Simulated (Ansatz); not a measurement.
# LiPb: pressure and energy less free atoms against volume scale

Results calculated with Ansatz 0.2.0, not measured. Periodic Kohn-Sham DFT of a crystal at fixed atoms, scaled to volume_scale times the given cell; pressure positive in compression, energy less spherical unpolarised free atoms, largest_vzz the field gradient of largest size among the nuclei.

The cell before it is scaled or strained (space group Pm-3m, No. 221):
```
cell vectors (Å)
   3.5220     0.0000     0.0000
   0.0000     3.5220     0.0000
   0.0000     0.0000     3.5220
atoms (fractions of the cell vectors)
Li  0.50000  0.50000  0.50000
Pb  0.00000  0.00000  0.00000
```

Settings of every row: method all-electron LAPW; functional LDA; relativity scalar; k mesh 10x10x10; filling fermi-dirac; smearing width 0.03 eV; basis error target 0.5 meV/atom; nucleus gaussian.

Atom start moment: 0 on all atoms.

Limits: no spin-orbit coupling on heavy atoms.

```csv
row,volume scale,V (Å³/atom),pressure (GPa),energy less free atoms (eV/atom)
1,0.94,20.534,0.264,-3.4815
2,0.96,20.971,-0.595,-3.4811
3,0.98,21.407,-1.359,-3.4784
4,0.99,21.626,-1.708,-3.4763
5,1,21.844,-2.036,-3.4737
6,1.01,22.063,-2.345,-3.4707
7,1.02,22.281,-2.636,-3.4673
8,1.04,22.718,-3.162,-3.4594
9,1.06,23.155,?,?
```

Question: what pressure and energy less free atoms should row 9 give?

Worked fit of pressure. Take u = (V_r/V)^(2/3) − 1 with V_r = 21.735 Å³ an atom, which is twice the finite (Eulerian) strain; such expansions in the strain, on which the Birch-Murnaghan equation of state is built, carry the rest volume and the bulk modulus. The shown rows have u = 0.03862, 0.02414, 0.01019, 0.00336, -0.00333, -0.00994, -0.0164, -0.02906. Least squares give pressure = −1.8748 + 49.053 × u + 163.79 × u² GPa; a straight line predicts inner rows, each left out in turn, worse (root mean square 0.056 against 0.00096 GPa). The rows lie off it by 0.000, 0.000, -0.001, 0.000, 0.000, 0.001, -0.001, 0.000. The pressure vanishes at u = 0.0343, or V = 20.66 Å³ an atom, and there the bulk modulus at fixed shape and fractions is B = −V dP/dV = (2/3)(1 + u) dP/du = 41.6 GPa. The withheld row has u = -0.04131, so the fit gives −1.8748 + 49.053 × (-0.04131) + 163.79 × (-0.04131)² = -3.622 GPa.

The calculation gave -3.622 GPa. The fit meets it to the printed digit. This row lies beyond the range of the fit.

Worked fit of energy less free atoms. Take u = (V_r/V)^(2/3) − 1 with V_r = 21.735 Å³ an atom, which is twice the finite (Eulerian) strain; such expansions in the strain, on which the Birch-Murnaghan equation of state is built, carry the rest volume and the bulk modulus. The shown rows have u = 0.03862, 0.02414, 0.01019, 0.00336, -0.00333, -0.00994, -0.0164, -0.02906. Least squares give energy less free atoms = −3.47505 − 0.3849 × u + 5.444 × u² + 5.2 × u³ eV/atom; a parabola predicts inner rows, each left out in turn, worse (root mean square 5.2e-05 against 1.1e-05 eV/atom). All shown rows lie on it to the printed digit. Its lowest point lies at u = 0.0337, or V = 20.68 Å³ an atom, and the curvature there gives the bulk modulus at fixed shape and fractions, B = (4/9)(1 + u)² E″(u)/V = 43.9 GPa. The withheld row has u = -0.04131, so the fit gives −3.47505 − 0.3849 × (-0.04131) + 5.444 × (-0.04131)² + 5.2 × (-0.04131)³ = -3.4502 eV/atom.

The calculation gave -3.4502 eV/atom. The fit meets it to the printed digit. This row lies beyond the range of the fit.
